## Appendix: Cost and accuracy of the static response at fixed particle number

### A.1 The two response functions

In Mermin's (1965) grand-canonical framework $\Omega=-\beta^{-1}\ln Z$, with $Z=\mathrm{Tr}\,e^{-\beta\hat K}$, $\hat K=\hat H-\mu\hat N$ and $\beta=1/k_BT$. The density is $n(\mathbf r)=\delta\Omega/\delta v(\mathbf r)$, and a second variation gives

$$\chi_\mu(\mathbf r,\mathbf r')=-\int_0^\beta d\tau\,\big[\langle e^{\tau \hat K}\hat n(\mathbf r)e^{-\tau \hat K}\hat n(\mathbf r')\rangle-n(\mathbf r)n(\mathbf r')\big].$$

Adding a constant $v_0$ to $v$ is the same as $\mu\to\mu-v_0$. With $s(\mathbf r)=\partial n(\mathbf r)/\partial\mu$ this gives $\int\chi_\mu\,d\mathbf r'=-s(\mathbf r)$. Because $[\hat N,\hat H]=0$, $S=\int s\,d\mathbf r=\partial N/\partial\mu=\beta\,\mathrm{var}(\hat N)$.

The Legendre transform $A(N)=\Omega+\mu N$ holds the mean number $N=\langle\hat N\rangle$ fixed. Since $\chi_\mu$ is symmetric, $\delta N=-\int s\,\delta v+S\,\delta\mu=0$, so $\delta\mu=\int s\,\delta v/S$. Inserting this in $\delta n=\int\chi_\mu\,\delta v+s\,\delta\mu$ yields

$$\chi_N(\mathbf r,\mathbf r')=\chi_\mu(\mathbf r,\mathbf r')+\frac{s(\mathbf r)s(\mathbf r')}{S},\qquad \int\chi_N\,d\mathbf r'=-s+s=0 .$$

On $L$ sites the rank-one term costs about $L^2$ operations once $\chi_\mu$ is known. The work lies in $\chi_\mu$.

### A.2 Exact answer for the Hubbard dimer

Take the symmetric dimer with $U=3t$, $k_BT=t$ and $\mu=U/2$, where particle–hole symmetry gives $N=2$. Up to a constant, $\hat K=\hat T+\hat V$ with $\hat T=-t\sum_\sigma(c^\dagger_{1\sigma}c_{2\sigma}+\mathrm{h.c.})$ and $\hat V=U\sum_i(\hat n_{i\uparrow}-\tfrac12)(\hat n_{i\downarrow}-\tfrac12)$. The illustrative scale $t=0.025$ eV means $U=0.075$ eV and $T=290$ K. All results below are the model's.

In units of $t$, the sectors with one and three electrons have levels $\pm1$ (four pairs), the empty and full states lie at $3/2$, the triplet at $-3/2$ and the odd ionic singlet at $3/2$. The covalent and even ionic singlets mix through $\begin{pmatrix}-3/2&-2\\-2&3/2\end{pmatrix}$, with levels $\mp5/2$ and ionic weights $1/5$ and $4/5$. Hence

$$Z=2\cosh\tfrac52+6\cosh\tfrac32+8\cosh1=38.7237,\qquad tS=\frac{8e^{-3/2}+8\cosh 1}{Z}=0.364885 .$$

By symmetry $s_1=s_2=S/2$, and $\chi_N$ has diagonal elements $\chi$ and off-diagonal elements $-\chi$. Writing $\hat n_{1,2}=\hat N/2\pm\hat d/2$ with $\hat d=\hat n_1-\hat n_2$, the $\hat N$ part contributes $-S/4$ to each element of $\chi_\mu$ and is cancelled by $s_is_j/S$. What remains is $t\chi=-J/4Z$, where $J$ sums $2|d_{mn}|^2(e^{-E_m}-e^{-E_n})/(E_n-E_m)$ over pairs of levels. The squared elements are 1 in the odd sectors, and $4/5$ and $16/5$ between the odd ionic state and the two even singlets:

$$J=8\sinh1+\tfrac25\big(e^{5/2}-e^{-3/2}\big)+\tfrac{32}{5}\big(e^{-3/2}-e^{-5/2}\big)=15.0880,\qquad t\chi=-0.097408 .$$

In eV$^{-1}$: $\chi=-3.896$, $S/4=3.649$, $\chi_{\mu,11}=-7.545$, $\chi_{\mu,12}=+0.247$, $s_1=7.298$. Omitting the rank-one term misses $\chi$ by a fraction 0.94. The canonical ensemble with exactly two electrons gives $-2.193$ eV$^{-1}$, a different quantity from $\chi_N$ in so small a system.

### A.3 Three routes to $\chi_\mu$

In the occupation basis of dimension $D=4^L$ each $\hat n_i$ is diagonal, with its entries forming a vector $\mathbf n_i$, and $K$ is real symmetric. Then

$$\chi_{\mu,ij}=-\mathbf n_i^{T}G\,\mathbf n_j/Z+\beta n_in_j,\qquad G=\int_0^\beta e^{-(\beta-\tau)K}\circ e^{-\tau K}d\tau ,$$

where $\circ$ is the elementwise product. Work $W$ is counted in multiply–adds per matrix element (unit $D^2$, upper bounds) and memory in stored matrices. A row of $K$ has at most $z=1+2N_b$ nonzero entries for $N_b$ bonds, so $z=3$ here. The deviation is $\delta=\chi_{\rm approx}/\chi-1$.

**Time slices.** With $\Delta=\beta/M$ and $B=e^{-\Delta V/2}e^{-\Delta T}e^{-\Delta V/2}$, set $Z_M=\mathrm{Tr}B^M$ and $G_M=\Delta\sum_{m=0}^{M-1}B^{M-m}\circ B^m$. Applying $B$ takes two diagonal scalings and one $2\times2$ mixing per bond and spin, $2+4N_b=2z$. The sum adds $M$ and the contraction $L$, so $W=(2z+1)M+L=7M+2$ with memory $M+1$. Since $B(\Delta)B(-\Delta)=1$, the effective generator differs from $K$ in even powers of $\Delta$. The sum is a trapezoid rule, which multiplies the integral of $e^{x\tau}$ by $(x\Delta/2)\coth(x\Delta/2)=1+x^2\Delta^2/12+\dots$. Both give $\delta\propto M^{-2}$.

For the dimer only the even singlets feel the splitting. With $\beta=t=1$ their eigenvalues are $e^{\pm\epsilon\Delta}$, where $\cosh\epsilon\Delta=\cosh2\Delta\cosh\frac32\Delta$, and their ionic weights are $w_\pm=\frac12(1\mp\cosh2\Delta\sinh\frac32\Delta/\sinh\epsilon\Delta)$. Then $Z_M=2\cosh\epsilon+6\cosh\frac32+8\cosh1$ and

$$J_M=8\sinh1\,\Delta\coth\Delta+4\Delta\sum_\pm w_\pm\big(e^{\pm\epsilon}-e^{-3/2}\big)\coth\!\big[(\tfrac32\pm\epsilon)\tfrac{\Delta}{2}\big].$$

With $\epsilon\simeq\frac52+\frac35\Delta^2$, $J_M$ rises by the fraction $0.271\Delta^2$ and $Z_M$ by $0.187\Delta^2$, so $\delta\to0.0837/M^2$. Because these terms largely cancel, the $\Delta^4$ term rivals them at small $M$, and $\delta$ changes sign between $M=1$ and 2. Extrapolation, $(4\chi_{2M}-\chi_M)/3$, removes the $M^{-2}$ term at the summed cost.

**High-temperature series.** Expanding both exponentials and using $\int_0^\beta(\beta-\tau)^a\tau^b d\tau=\beta^{a+b+1}a!\,b!/(a+b+1)!$,

$$G_p=\sum_{k=0}^{p}\frac{(-1)^k\beta^{k+1}}{(k+1)!}\sum_{a+b=k}K^a\circ K^b,\qquad Z_p=\sum_{k=0}^p\frac{(-\beta)^k}{k!}\mathrm{Tr}K^k .$$

The powers cost $zp$, the pairs $(p+1)(p+2)/2$, the coefficients $p+1$, so $W=zp+(p+1)(p+4)/2+L$ with memory $p+1$. The first omitted term scales as $(\beta\|K\|)^{p+1}/(p+1)!$, with $\beta\|K\|=5/2$ here. For the dimer this amounts to truncating each exponential at order $p+1$ in $J$ and at order $p$ in $Z$.

**Diagonalisation.** Eigenvectors cost $\kappa D^3$ multiply–adds, with the typical textbook count $\kappa\approx4.5$ assumed. Transforming each $\hat n_j$ costs $D^3+D^2$, and weighting and pairing cost $(L+L^2)D^2$. So $W=(\kappa+L)D+L(L+2)=112$ with memory $L+2=4$, and only rounding error remains.

Since $\hat N$ commutes with $B$ and $K$, both approximate routes obey $\sum_j\chi_{\mu,ij}=-\beta\,\mathrm{cov}(\hat n_i,\hat N)$ exactly within their own weights, and $\chi_N$ annihilates constants at any $M$ or $p$. These sum rules therefore do not test convergence. Both routes also keep $\mu=U/2$. At other fillings, traces stored per number sector are reweighted by $e^{\beta\mu N}$ without new matrix products.

### A.4 Work and deviation for the dimer

| $M$ | $W$ | $\delta$ | $p$ | $W$ | $\delta$ |
|---|---|---|---|---|---|
| 1 | 9 | $-3.6\times10^{-2}$ | 1 | 10 | $-3.6\times10^{-1}$ |
| 2 | 16 | $4.4\times10^{-3}$ | 2 | 17 | $5.3\times10^{-1}$ |
| 3 | 23 | $5.5\times10^{-3}$ | 3 | 25 | $-1.3\times10^{-1}$ |
| 4 | 30 | $4.0\times10^{-3}$ | 4 | 34 | $1.1\times10^{-1}$ |
| 6 | 44 | $2.1\times10^{-3}$ | 5 | 44 | $-2.0\times10^{-2}$ |
| 8 | 58 | $1.2\times10^{-3}$ | 6 | 55 | $1.3\times10^{-2}$ |
| 9 | 65 | $9.8\times10^{-4}$ | 7 | 67 | $-1.7\times10^{-3}$ |
| 14 | 100 | $4.2\times10^{-4}$ | 8 | 80 | $9.6\times10^{-4}$ |
| 4 and 8, extrapolated | 88 | $3.1\times10^{-4}$ | 9 | 94 | $-8.3\times10^{-5}$ |
| | | | 10 | 109 | $4.7\times10^{-5}$ |
| diagonalisation | 112 | rounding | 11 | 125 | $-2.7\times10^{-6}$ |

### A.5 Choices

Among these routes, with full $16\times16$ matrices, the cheapest settings are as follows.

| target $\lvert\delta\rvert$ | cheapest | $W$ | runner-up |
|---|---|---|---|
| $5\times10^{-2}$ | $M=1$ | 9 | $p=5$, 44 |
| $10^{-2}$ | $M=2$ | 16 | $p=7$, 67 |
| $10^{-3}$ | $M=9$ | 65 | $p=8$, 80 |
| $10^{-4}$ | $p=9$ | 94 | diagonalisation, 112 |
| $10^{-6}$ | diagonalisation | 112 | series beyond $p=11$, above 125 |

Plain slicing needs $M=29$, $W=205$, for $10^{-4}$. Within $W\le20$ the best entry is $M=2$, within $W\le50$ it is $M=6$, and within $W\le100$ it is $p=9$. With memory capped at four matrices the slices stop at $M=3$ and the series at $p=3$, while diagonalisation still fits. The margins in the last three rows of the table of targets are well below a factor of two and depend on the counting convention, so only the first two choices are firm. The value at $M=2$ profits from the sign change. It is safe for $10^{-2}$ only because the larger $M$ also meet that target.

Conservation of $N_\uparrow$ and $N_\downarrow$ changes the ranking. With blocks of size $D_b$ the unit becomes $\sum D_b^2$, the sparse counts stay the same, and $D$ is replaced by

$$D_{\rm eff}=\frac{\sum D_b^3}{\sum D_b^2}=\left[\sum_k\binom Lk^3\Big/\binom{2L}{L}\right]^2 .$$

For the dimer $D_{\rm eff}=100/36=2.78$ and diagonalisation costs a nominal $W=26$, nominal because the cubic count is asymptotic. Slicing then pays only down to the $4.4\times10^{-3}$ of $M=2$, and any tighter target goes to diagonalisation.

For longer chains $D_{\rm eff}$ grows exponentially. At $L=8$ it is 3299 and $W=4.1\times10^4$. The bond terms no longer commute, and a forward–backward product of bond factors raises one application of $B$ to $2+8N_b=58$, so nine slices cost $59\times9+8=539$, a ratio of 77. The series needs $p$ to exceed $\beta\|K\|\propto L$ before its terms fall, so its $W$ grows at least as $L^2$, against $L$ for slices at fixed $M$. The deviations tabulated above belong to the dimer, and for the chain they must be found again from the $M^{-2}$ trend.